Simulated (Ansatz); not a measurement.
A series in volume scale on ZnPt

Periodic Kohn-Sham DFT of a crystal at fixed atoms, scaled to volume_scale times the given cell; pressure positive in compression, energy less spherical unpolarised free atoms, largest_vzz the field gradient of largest size among the nuclei. The results are calculated, by Ansatz 0.2.0.

The cell before it is scaled or strained (space group P4/mmm, No. 123):
```
cell vectors (Å)
   2.8640     0.0000     0.0000
   0.0000     2.8640     0.0000
   0.0000     0.0000     3.5100
atoms (fractions of the cell vectors)
Zn  0.50000  0.50000  0.50000
Pt  0.00000  0.00000  0.00000
```

Settings of every row: method all-electron LAPW; functional PBEsol; relativity scalar; k mesh 11x11x9; filling fermi-dirac; smearing width 0.05 eV; basis error target 0.25 meV/atom; nucleus gaussian.

Atom start moment: 0 on all atoms.

Limits: no spin-orbit coupling on heavy atoms.

```csv
row,volume scale,V (Å³/atom),energy less free atoms (eV/atom),pressure (GPa)
1,0.94,13.532,-4.836,6.731
2,0.96,13.82,-4.8437,1.991
3,0.98,14.107,-4.8435,-2.179
4,0.99,14.251,?,?
5,1,14.395,-4.8362,-5.847
6,1.01,14.539,-4.8302,-7.511
7,1.02,14.683,-4.8227,-9.071
8,1.04,14.971,-4.8038,-11.905
9,1.06,15.259,-4.7801,-14.392
```

Question: what energy less free atoms and pressure should row 4 give?

Worked fit of energy less free atoms. Take u = (V_r/V)^(2/3) − 1 with V_r = 14.467 Å³ an atom, which is twice the finite (Eulerian) strain; such expansions in the strain, on which the Birch-Murnaghan equation of state is built, carry the rest volume and the bulk modulus. The shown rows have u = 0.04555, 0.03097, 0.01694, 0.00333, -0.0033, -0.00983, -0.02257, -0.03491. Least squares give energy less free atoms = −4.83338 − 0.9067 × u + 18.137 × u² + 11.2 × u³ eV/atom; a parabola predicts inner rows, each left out in turn, worse (root mean square 0.00018 against 3.3e-05 eV/atom). All shown rows lie on it to the printed digit. Its lowest point lies at u = 0.0244, or V = 13.95 Å³ an atom, and the curvature there gives the bulk modulus at fixed shape and fractions, B = (4/9)(1 + u)² E″(u)/V = 203 GPa. Letting shape and atoms relax would as a rule lower it, by much in layered, chain or molecular crystals. The withheld row has u = 0.01008, so the fit gives −4.83338 − 0.9067 × (0.01008) + 18.137 × (0.01008)² + 11.2 × (0.01008)³ = -4.8407 eV/atom.

The calculation gave -4.8406 eV/atom. The fit lies 0.0001 eV/atom (0.16 % of the column's range) below it, one unit of the last digit.

Worked fit of pressure. Take u = (V_r/V)^(2/3) − 1 with V_r = 14.467 Å³ an atom, which is twice the finite (Eulerian) strain; such expansions in the strain, on which the Birch-Murnaghan equation of state is built, carry the rest volume and the bulk modulus. The shown rows have u = 0.04555, 0.03097, 0.01694, 0.00333, -0.0033, -0.00983, -0.02257, -0.03491. Least squares give pressure = −6.6925 + 250.965 × u + 910.38 × u² + 1108 × u³ GPa; a parabola predicts inner rows, each left out in turn, worse (root mean square 0.018 against 0.0052 GPa). The rows lie off it by -0.002, 0.005, -0.004, 0.000, 0.000, 0.002, 0.001, -0.001 (root mean square 0.0025 GPa). The pressure vanishes at u = 0.0244, or V = 13.95 Å³ an atom, and there the bulk modulus at fixed shape and fractions is B = −V dP/dV = (2/3)(1 + u) dP/du = 203 GPa. Letting shape and atoms relax would as a rule lower it, by much in layered, chain or molecular crystals. The withheld row has u = 0.01008, so the fit gives −6.6925 + 250.965 × (0.01008) + 910.38 × (0.01008)² + 1108 × (0.01008)³ = -4.069 GPa.

The calculation gave -4.072 GPa. The fit lies 0.003 GPa (0.014 % of the column's range) above it; its largest miss of a shown row is 0.005 GPa.
